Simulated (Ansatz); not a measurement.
# A series in volume scale on HfN

Results calculated with Ansatz 0.2.0, not measured. Free energy against uniform scaling of the volume at fixed shape and fractions; periodic cell, basis, potentials, k mesh and filling as listed.

The cell before it is scaled or strained (space group F-43m, No. 216):
```
CELL_PARAMETERS angstrom
0.00000 2.46300 2.46300
2.46300 0.00000 2.46300
2.46300 2.46300 0.00000
ATOMIC_POSITIONS crystal
Hf 0.00000 0.00000 0.00000
N 0.75000 0.75000 0.75000
```

Settings of every row: functional PBEsol; dispersion none; potentials PAW; wave cutoff 500 eV; density cutoff 2000 eV; k mesh 10x10x10; k shift 0x0x0; occupations fermi dirac; smearing width 0.1 eV; spin none; SCF threshold exponent -9.

Limits: coarse k mesh, up to 40 meV an atom off; odd electron count without spin; stress loosely converged; no spin-orbit coupling, which can matter with elements this heavy; the cell comes from a prototype or a list of computed structures and needn't be the stable phase.

```
row  volume scale  V (Å³/atom)  pressure (GPa)  energy above lowest point (meV/atom)
  1        0.9406       14.054            5.41                                   5.7
  2        0.9703       14.498           -1.12                                     0
  3             1       14.941           -6.73                                  11.1
  4        1.0297       15.385          -11.55                                  36.6
  5        1.0594       15.829               ?                                     ?
```

Question: what pressure and energy above lowest point should row 5 give?

Worked fit of pressure. Take u = (V_r/V)^(2/3) − 1 with V_r = 14.72 Å³ an atom, which is twice the finite (Eulerian) strain; such expansions in the strain, on which the Birch-Murnaghan equation of state is built, carry the rest volume and the bulk modulus. The shown rows have u = 0.03135, 0.01018, -0.00989, -0.02903. Least squares give pressure = −4.036 + 279.26 × u + 703.8 × u² GPa; a straight line predicts inner rows, each left out in turn, worse (root mean square 0.41 against 0.0013 GPa). All shown rows lie on it to the printed digit. The pressure vanishes at u = 0.0140, or V = 14.42 Å³ an atom, and there the bulk modulus at fixed shape and fractions is B = −V dP/dV = (2/3)(1 + u) dP/du = 202 GPa. The withheld row has u = -0.04727, so the fit gives −4.036 + 279.26 × (-0.04727) + 703.8 × (-0.04727)² = -15.66 GPa.

The calculation gave -15.68 GPa. The fit lies 0.02 GPa (0.095 % of the column's range) above it; its largest miss of a shown row is 0.00 GPa. This row lies beyond the range of the fit.

Worked fit of energy above lowest point. Take u = (V_r/V)^(2/3) − 1 with V_r = 14.72 Å³ an atom, which is twice the finite (Eulerian) strain; such expansions in the strain, on which the Birch-Murnaghan equation of state is built, carry the rest volume and the bulk modulus. The shown rows have u = 0.03135, 0.01018, -0.00989, -0.02903. Least squares give energy above lowest point = 3.63 − 558 × u + 19908 × u² meV/atom; a straight line predicts inner rows, each left out in turn, worse (root mean square 12 against 0.018 meV/atom). All shown rows lie on it to the printed digit. Its lowest point lies at u = 0.0140, or V = 14.42 Å³ an atom, and the curvature there gives the bulk modulus at fixed shape and fractions, B = (4/9)(1 + u)² E″(u)/V = 202 GPa. The withheld row has u = -0.04727, so the fit gives 3.63 − 558 × (-0.04727) + 19908 × (-0.04727)² = 74.5 meV/atom.

The calculation gave 74.4 meV/atom. The fit lies 0.1 meV/atom (0.13 % of the column's range) above it, one unit of the last digit. This row lies beyond the range of the fit.
